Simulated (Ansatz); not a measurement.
## GaAs: energy above lowest point against volume scale

All results are calculated (Ansatz 0.2.0). Free energy against uniform scaling of the volume at fixed shape and fractions; periodic cell, basis, potentials, k mesh and filling as listed.

The cell before it is scaled or strained (space group F-43m, No. 216):
```
CELL_PARAMETERS angstrom
0.00000 2.82680 2.82680
2.82680 0.00000 2.82680
2.82680 2.82680 0.00000
ATOMIC_POSITIONS crystal
Ga 0.00000 0.00000 0.00000
As 0.25000 0.25000 0.25000
```

Settings of every row: functional PBE; dispersion none; potentials all-electron LAPW; k mesh 6x6x6; k shift 0x0x0; occupations fixed; smearing width 0 eV; spin none.

Limits: coarse k mesh, up to 40 meV an atom off.

| row | volume scale | V (Å³/atom) | energy above lowest point (meV/atom) |
| --- | --- | --- | --- |
| 1 | 0.94 | 21.233 | 59.4 |
| 2 | 0.97 | 21.911 | ? |
| 3 | 1 | 22.588 | 10.2 |
| 4 | 1.03 | 23.266 | 1 |
| 5 | 1.06 | 23.944 | 0 |

Question: what energy above lowest point should row 2 give?

Worked fit of energy above lowest point. Take u = (V_r/V)^(2/3) − 1 with V_r = 22.927 Å³ an atom, which is twice the finite (Eulerian) strain; such expansions in the strain, on which the Birch-Murnaghan equation of state is built, carry the rest volume and the bulk modulus. The shown rows have u = 0.0525, 0.00998, -0.00974, -0.02852. Least squares give energy above lowest point = 4.47 + 469.2 × u + 10991 × u² meV/atom; a straight line predicts inner rows, each left out in turn, worse (root mean square 11 against 0.12 meV/atom). The rows lie off it by 0.0, 0.0, 0.1, 0.0. Its lowest point lies at u = -0.0213, or V = 23.68 Å³ an atom, and the curvature there gives the bulk modulus at fixed shape and fractions, B = (4/9)(1 + u)² E″(u)/V = 63.3 GPa. The withheld row has u = 0.03068, so the fit gives 4.47 + 469.2 × (0.03068) + 10991 × (0.03068)² = 29.2 meV/atom.

The calculation gave 29.1 meV/atom. The fit lies 0.1 meV/atom (0.17 % of the column's range) above it, one unit of the last digit.
